# Office hours: the integral of three spherical harmonics

**Student.** For the 729 nm line of Ca$^+$ I need $\int Y^*_{2m}Y_{2q}Y_{00}\,d\Omega$, and for the quadrupole shift of the 3d level $\int Y^*_{2m}Y_{20}Y_{2m}\,d\Omega$. My notes give one formula for all such integrals, with two $3j$ symbols in it. I don't see why an integral over a sphere should know about coupling coefficients, let alone two of them.

**Lecturer.** Then we derive it. The object is the Gaunt coefficient
$$G=\int_0^{2\pi}\!d\phi\int_0^{\pi}\!\sin\theta\,d\theta\;Y_{l_1m_1}Y_{l_2m_2}Y_{l_3m_3},$$
with no complex conjugate on any factor. There are four premises, with $\hbar=1$ in the algebra.

*P1, harmonics.* The $Y_{lm}$ are orthonormal eigenfunctions of $L^2$ and $L_z$, of parity $(-1)^l$, with Condon–Shortley phases:
$$L_\pm Y_{lm}=\sqrt{l(l+1)-m(m\pm1)}\;Y_{l,m\pm1},\qquad Y_{l0}=\sqrt{\tfrac{2l+1}{4\pi}}\,P_l(\cos\theta).$$

*P2, rotations.* A rotation acts on functions as $(\hat Rf)(\mathbf n)=f(R^{-1}\mathbf n)$, with $\hat R=e^{-i\alpha L_z}e^{-i\beta L_y}e^{-i\gamma L_z}$, and $\hat R|lm'\rangle=\sum_m|lm\rangle D^l_{mm'}(R)$ with $D^l$ unitary.

*P3, coupling.* $|l_1m_1\rangle|l_2m_2\rangle=\sum_L|LM\rangle\langle l_1m_1l_2m_2|LM\rangle$, with $M=m_1+m_2$ and $|l_1-l_2|\le L\le l_1+l_2$. The Clebsch–Gordan coefficients are real, the $|LM\rangle$ obey the ladder relation of P1, and $\langle l_1l_1\,l_2\,L{-}l_1|LL\rangle>0$.

*P4, definition.*
$$\begin{pmatrix}l_1&l_2&l_3\\m_1&m_2&m_3\end{pmatrix}=\frac{(-1)^{l_1-l_2-m_3}}{\sqrt{2l_3+1}}\langle l_1m_1l_2m_2|l_3,-m_3\rangle .$$

**Student.** You will also need the conjugate of a harmonic. Is that a fifth premise?

**Lecturer.** It follows from P1. As differential operators $L_\pm=e^{\pm i\phi}(\pm\partial_\theta+i\cot\theta\,\partial_\phi)$, so the complex conjugate of $L_+$ is $-L_-$. For $m>0$, $Y_{lm}$ is $L_+^mY_{l0}$ and $Y_{l,-m}$ is $L_-^mY_{l0}$, each divided by the same positive number, and $Y_{l0}$ is real. Hence
$$Y^*_{lm}=(-1)^mY_{l,-m}.\tag{1}$$

Step one shows that a harmonic is a column of a rotation matrix. The rotation $R$ with Euler angles $(\phi,\theta,0)$ tilts $\hat{\mathbf z}$ by $\theta$ about $y$ and then turns it by $\phi$ about $z$, so $R\hat{\mathbf z}=\mathbf n(\theta,\phi)$. By P2,
$$Y_{lm}(\mathbf n)=(\hat R^{-1}Y_{lm})(\hat{\mathbf z})=\sum_{m'}Y_{lm'}(\hat{\mathbf z})\,D^l_{m'm}(R^{-1}).$$
A rotation about $z$ leaves the pole fixed but multiplies $Y_{lm'}$ by $e^{-im'\alpha}$, so $Y_{lm'}(\hat{\mathbf z})=0$ unless $m'=0$; and $P_l(1)=1$. Unitarity gives $D^l_{0m}(R^{-1})=D^{l}_{m0}(R)^*$. So
$$Y_{lm}(\theta,\phi)=\sqrt{\tfrac{2l+1}{4\pi}}\;D^l_{m0}(\phi,\theta,0)^*.\tag{2}$$

**Student.** I have seen this with and without the star. Why should I trust this one?

**Lecturer.** Test it. For $l=1$, exponentiating the $3\times3$ matrices gives $D^1_{10}=-e^{-i\phi}\sin\theta/\sqrt2$. Equation (2) then returns $-\sqrt{3/8\pi}\,\sin\theta\,e^{i\phi}$, which is $Y_{11}$ of P1. Authors who rotate the axes and not the function, or who transpose $D$, place the star or the indices differently; the final result does not depend on that choice.

Step two is the product of two rotation matrices. Take two independent systems and rotate both. The generator is $\mathbf L_1+\mathbf L_2$, the two parts commute, and so the rotation operator factorises:
$$\langle l_1m_1|\langle l_2m_2|\,\hat R\,|l_1k_1\rangle|l_2k_2\rangle=D^{l_1}_{m_1k_1}D^{l_2}_{m_2k_2}.$$
Now expand bra and ket by P3. $\hat R$ commutes with the total $L^2$, so it is diagonal in $L$, and each $L$ occurs once. Within the block it is $D^L$, since the matrices of $L_y$ and $L_z$ are fixed by the ladder relation. Therefore
$$D^{l_1}_{m_1k_1}D^{l_2}_{m_2k_2}=\sum_L\langle l_1m_1l_2m_2|LM\rangle\langle l_1k_1l_2k_2|LK\rangle D^L_{MK},\tag{3}$$
with $K=k_1+k_2$.

**Student.** Stop. You couple two particles, but my harmonics all belong to one electron, at one point of the sphere.

**Lecturer.** The two systems are scaffolding. Equation (3) is an identity between functions of three Euler angles, and it holds whatever was used to prove it. But you have found the source of the two coefficients: one comes from the bra, one from the ket. In a genuine two-particle state $Y_{l_1m_1}(\mathbf n_1)Y_{l_2m_2}(\mathbf n_2)$ there is one coefficient. Putting both harmonics at the same point means using one $R$ and the column $k_1=k_2=0$ in both matrices, and that brings in the second.

Step three. Set $k_1=k_2=0$, so $K=0$ and the right side is again a column zero. Conjugate (3), with real coefficients, and use (2) three times. The left side is $4\pi Y_{l_1m_1}Y_{l_2m_2}/\sqrt{(2l_1+1)(2l_2+1)}$, and $D^{L*}_{M0}=\sqrt{4\pi/(2L+1)}\,Y_{LM}$. So
$$Y_{l_1m_1}Y_{l_2m_2}=\sum_L\sqrt{\frac{(2l_1+1)(2l_2+1)}{4\pi(2L+1)}}\langle l_1m_1l_2m_2|LM\rangle\langle l_10\,l_20|L0\rangle Y_{LM}.\tag{4}$$

Step four. By (1), $Y_{l_3m_3}=(-1)^{m_3}Y^*_{l_3,-m_3}$. Multiply (4) by it and integrate. Orthonormality keeps only $L=l_3$, $M=-m_3$:
$$G=(-1)^{m_3}\sqrt{\frac{(2l_1+1)(2l_2+1)}{4\pi(2l_3+1)}}\langle l_1m_1l_2m_2|l_3,-m_3\rangle\langle l_10\,l_20|l_30\rangle.\tag{5}$$

**Student.** That treats $l_3$ differently from the other two, and the integrand does not.

**Lecturer.** Step five repairs the looks. Invert P4 for each coefficient. Each yields $\sqrt{2l_3+1}$, and together with $1/\sqrt{2l_3+1}$ in (5) they leave $\sqrt{2l_3+1}$. The signs are $(-1)^{m_3}$, $(-1)^{l_1-l_2-m_3}$ and $(-1)^{l_1-l_2}$, with product $(-1)^{2(l_1-l_2)}=+1$ for integer $l$. Thus
$$\int Y_{l_1m_1}Y_{l_2m_2}Y_{l_3m_3}\,d\Omega=\sqrt{\frac{(2l_1+1)(2l_2+1)(2l_3+1)}{4\pi}}\begin{pmatrix}l_1&l_2&l_3\\0&0&0\end{pmatrix}\begin{pmatrix}l_1&l_2&l_3\\m_1&m_2&m_3\end{pmatrix}.\tag{6}$$
An odd permutation of columns multiplies each symbol by $(-1)^{l_1+l_2+l_3}$, and the two signs cancel. Any other sign choice for the states $|LM\rangle$ as a whole also enters twice and drops out.

**Student.** And the selection rules? I would like them without looking up symmetries of symbols.

**Lecturer.** Each has a direct reason. The $\phi$ integral of $e^{i(m_1+m_2+m_3)\phi}$ vanishes unless $m_1+m_2+m_3=0$. The sum (4) holds only $|l_1-l_2|\le L\le l_1+l_2$, so $l_3$ must satisfy that triangle condition. Under $\mathbf n\to-\mathbf n$ the measure is unchanged and the integrand gains $(-1)^{l_1+l_2+l_3}$, so the sum of the $l$ must be even. In (6) the parity rule sits in the first symbol: reversing the signs of all $m$ multiplies a $3j$ symbol by $(-1)^{l_1+l_2+l_3}$, and a row of zeros is its own reverse. For an even sum $2g$ I quote the closed form
$$\begin{pmatrix}l_1&l_2&l_3\\0&0&0\end{pmatrix}=(-1)^g\sqrt{\frac{(2g-2l_1)!\,(2g-2l_2)!\,(2g-2l_3)!}{(2g+1)!}}\;\frac{g!}{(g-l_1)!\,(g-l_2)!\,(g-l_3)!},\tag{7}$$
which never vanishes inside the triangle.

**Student.** So if the three rules hold, the integral is nonzero.

**Lecturer.** No. They are necessary, not sufficient, because the second symbol can vanish by itself. Take $\int Y^*_{32}Y_{20}Y_{32}\,d\Omega$: the $l$ add up to 8, the triangle closes, the $m$ balance. With $x=\cos\theta$, $|Y_{32}|^2\propto x^2(1-x^2)^2$ and $Y_{20}\propto3x^2-1$. On $[-1,1]$, $\int x^4(1-x^2)^2dx=16/315$ and $\int x^2(1-x^2)^2dx=16/105$, so $3\cdot16/315-16/105=0$.

For matrix elements the bra carries a star. With $C^k_q=\sqrt{4\pi/(2k+1)}\,Y_{kq}$, (1) and (6) give
$$\langle lm|C^k_q|l'm'\rangle=(-1)^m\sqrt{(2l+1)(2l'+1)}\begin{pmatrix}l&k&l'\\0&0&0\end{pmatrix}\begin{pmatrix}l&k&l'\\-m&q&m'\end{pmatrix}.\tag{8}$$
Forgetting $(-1)^m$ and the sign of $m$ in the lower row is the usual slip.

**Student.** Where does (6) stop being true?

**Lecturer.** It is exact, so the limits are those of the premises. All $l$ are integers: there is no $Y_{jm}$ for half-integer $j$, and spin must be uncoupled first. The three harmonics share one centre, one set of axes and one argument, and the integral covers the full sphere with no other angular factor. For functions on different atoms you first re-expand about a common centre, and (6) then applies term by term. The phases are those of P1: a convention that omits $(-1)^m$ for $m>0$ multiplies $G$ by $-1$ raised to the sum of the positive $m_i$. Real harmonics are combinations of $Y_{l,\pm m}$; the triangle and parity rules survive for them, the rule on the sum of $m$ does not. And (6) is only the angular factor; the radial integral is a separate matter.

Now Ca$^+$. Treat it as one electron outside a closed spherical core, in states $R_{nl}(r)Y_{lm}$ times spin. For 4s–3d and rank $k$, the triangle $(2,k,0)$ forces $k=2$: no dipole $C^1_q$, only the quadrupole operator $r^2C^2_q$. Equation (7) with $g=2$ gives $\sqrt{4!/5!}=1/\sqrt5$ for the first symbol, and the second is $(-1)^m\delta_{mq}/\sqrt5$. Then (8) gives $(-1)^m\sqrt5\cdot5^{-1/2}\cdot(-1)^m5^{-1/2}$:
$$\langle2m|C^2_q|00\rangle=\delta_{mq}/\sqrt5,\qquad\int Y^*_{2m}Y_{2q}Y_{00}\,d\Omega=\delta_{mq}/\sqrt{4\pi}=0.282\,\delta_{mq}.$$

**Student.** I could have had that in one line. $Y_{00}$ is the constant $1/\sqrt{4\pi}$ and the rest is orthonormality.

**Lecturer.** True, and that makes it an independent test of every factor and sign in (8). Your second integral is not trivial. For $l_1=l_2=l_3=2$, (7) with $g=3$ gives $-6\sqrt{8/5040}=-\sqrt{2/35}$, so $\langle20\,20|20\rangle=-\sqrt{2/7}$. For $\langle22\,20|22\rangle$ write $|22\rangle=a|2,0\rangle+b|1,1\rangle+a'|0,2\rangle$ in terms of $|m_1,m_2\rangle$. $L_+$ must annihilate it: $\sqrt6a+2b=0$ and $\sqrt6a'+2b=0$. Normalisation gives $\tfrac72a^2=1$, and $a=+\sqrt{2/7}$ by P3. Projecting (4) on $Y_{22}$,
$$\int Y^*_{22}Y_{22}Y_{20}\,d\Omega=\sqrt{\tfrac5{4\pi}}\left(-\tfrac27\right)=-0.180,\qquad\langle22|C^2_0|22\rangle=-\tfrac27.$$
Directly: $|Y_{22}|^2=(15/32\pi)(1-x^2)^2$, so the element is $\tfrac{15}{16}\cdot\tfrac12\left(3\cdot\tfrac{16}{105}-\tfrac{16}{15}\right)=-\tfrac27$. In the same way (8) gives $+1/7$ for $|m|=1$ and $+2/7$ for $m=0$; the five values add to zero.

**Student.** The real levels are $^2S_{1/2}$, $^2D_{3/2}$ and $^2D_{5/2}$. You said no half-integers.

**Lecturer.** So uncouple: $|D_jm\rangle=\sum|2m_l\rangle|m_s\rangle\langle2m_l\tfrac12m_s|jm\rangle$. The operator leaves spin alone, so
$$\langle D_jm|r^2C^2_q|S_{1/2}m_s\rangle=\frac{\mathcal R}{\sqrt5}\langle2q\,\tfrac12m_s|jm\rangle,\qquad\mathcal R=\int_0^\infty R_{3d}\,r^2R_{4s}\,r^2dr.\tag{9}$$
For $j=5/2$, $m_s=+1/2$, $m=q+1/2$, the coefficient is $\sqrt{(3+q)/5}$, and the element is $\mathcal R\sqrt{3+q}/5$:

| $q$ | $m$ in $D_{5/2}$ | element$/\mathcal R$ |
|---|---|---|
| $+2$ | $+5/2$ | 0.447 |
| $+1$ | $+3/2$ | 0.400 |
| $0$ | $+1/2$ | 0.346 |
| $-1$ | $-1/2$ | 0.283 |
| $-2$ | $-3/2$ | 0.200 |

A laser weights each row further by a factor set by beam direction and polarisation. The same uncoupling gives the diagonal elements of $C^2_0$ in $D_{5/2}$: $-\tfrac27$ for $|m|=5/2$, $\tfrac45\cdot\tfrac17-\tfrac15\cdot\tfrac27=\tfrac2{35}$ for $3/2$, and $\tfrac35\cdot\tfrac27+\tfrac25\cdot\tfrac17=\tfrac8{35}$ for $1/2$, all equal to $(35-12m^2)/140$. That is the $m$ pattern of the shift in an axially symmetric field gradient along the quantisation axis.

**Student.** I want a number with a unit. How long does the 3d level live?

**Lecturer.** Start from the golden-rule rate for dipole emission, taken as given:
$$A=\frac{\alpha\omega^3}{2\pi c^2}\int d\Omega_k\sum_{\boldsymbol\epsilon}|\langle f|\boldsymbol\epsilon\cdot\mathbf r|i\rangle|^2,$$
with two real polarisations $\boldsymbol\epsilon\perp\mathbf k$ and $\alpha$ the fine-structure constant. It comes from the coupling $\boldsymbol\epsilon\cdot\mathbf p\,e^{-i\mathbf k\cdot\mathbf r}$ and $\mathbf p=im_e[H,\mathbf r]$. The next order is $(\boldsymbol\epsilon\cdot\mathbf p)(\mathbf k\cdot\mathbf r)$. Its part antisymmetric in $\boldsymbol\epsilon,\mathbf k$ contains $\mathbf L$ and cannot link s to d. Its symmetric part equals $\tfrac12im_e[H,(\boldsymbol\epsilon\cdot\mathbf r)(\mathbf k\cdot\mathbf r)]$ for a local potential. So $\boldsymbol\epsilon\cdot\mathbf r$ is replaced, up to a phase, by $\tfrac12(\boldsymbol\epsilon\cdot\mathbf r)(\mathbf k\cdot\mathbf r)$.

Take d with $m=0$ decaying to s. The tensor $T_{ij}=\langle s|x_ix_j|d\rangle$ is axially symmetric, and traceless because $r^2$ does not link s to d. With $Q=\langle s|r^2C^2_0|d\rangle=\tfrac32T_{zz}$ this means $T_{ij}=Q(\delta_{iz}\delta_{jz}-\tfrac13\delta_{ij})$. As $\boldsymbol\epsilon\cdot\mathbf k=0$, only $Q\epsilon_zk_z$ remains, and $\sum_{\boldsymbol\epsilon}\epsilon_z^2=\sin^2\theta_k$. With $\int\sin^2\theta\cos^2\theta\,d\Omega=8\pi/15$ and $k=\omega/c$,
$$A=\frac{\alpha\omega^3}{2\pi c^2}\cdot\frac{k^2Q^2}{4}\cdot\frac{8\pi}{15}=\frac{\alpha c\,k^5Q^2}{15}.$$
Empty space has no preferred axis, so every $q$ has this coefficient. For a given $|D_jm\rangle$ we add the rates to the two final $m_s$, and the squared coefficients in (9) add to one. The Gaunt factor supplies $Q^2=\mathcal R^2/5$:
$$A=\frac{\alpha c\,k^5\mathcal R^2}{75},\tag{10}$$
the same expression for both $j$ and all $m$. In atomic units $\alpha c=1$.

As inputs take approximate term values, $13\,711$ cm$^{-1}$ for $D_{5/2}$ and $13\,650$ cm$^{-1}$ for $D_{3/2}$, that is 729.3 and 732.6 nm in vacuum, and a typical effective $|\mathcal R|\approx8.9\,a_0^2$. For $D_{5/2}$, $k=2\pi\tilde\nu=4.559\times10^{-4}a_0^{-1}$, $k^5=1.969\times10^{-17}a_0^{-5}$ and $\mathcal R^2=79.2\,a_0^4$. With one guard digit, $A=2.08\times10^{-17}$ in units of $E_h/\hbar=4.134\times10^{16}$ s$^{-1}$, so $A\approx0.86$ s$^{-1}$ and the lifetime is about 1.2 s. With the same $\mathcal R$, $D_{3/2}$ has a rate smaller by the factor $(13\,711/13\,650)^5=1.02$, namely 0.84 s$^{-1}$.

**Student.** You supplied $\mathcal R$ yourself. What has been predicted?

**Lecturer.** Not the absolute rate. $\mathcal R$ is an effective input that absorbs the response of the core, and the rounding of 8.9, $\pm0.05$, alone moves $A$ by 1.1%. The algebra delivers the factor $1/75$, the table, and branching ratios: $D_{5/2}$ with $m=+1/2$ decays to $m_s=+1/2$ and $-1/2$ as $3:2$. Ratios within one $j$ rest only on rotational symmetry, and hold for $^{40}$Ca$^+$, which has no nuclear spin, as long as Zeeman shifts are small against the fine-structure interval of 61 cm$^{-1}$. The comparison between the two $j$ needs more, namely a common radial function.

**Student.** Which could spoil your 2% difference.

**Lecturer.** In part. A rough scale for the $j$ dependence of $\mathcal R$ is the interval over the 3d binding energy, approximately $82\,000$ cm$^{-1}$: $7\times10^{-4}$. That suggests tenths of a percent in the rate, below 2% but enough to stop at 1.02. The other omissions are smaller. Higher orders of $e^{-i\mathbf k\cdot\mathbf r}$ enter as $(kr)^2\approx2\times10^{-6}$ for $r\approx3a_0$. $D_{5/2}$ can also decay to $D_{3/2}$ by magnetic dipole radiation, at the rate $\mu_0k'^3\mu_B^2S/(3\pi\hbar\cdot6)$, where $k'$ is the wavenumber of the 61 cm$^{-1}$ photon and $S=12/5$ is the line strength of $\mathbf L+2\mathbf S$ summed over all sublevels. This gives $2.4\times10^{-6}$ s$^{-1}$, negligible beside 0.86 s$^{-1}$.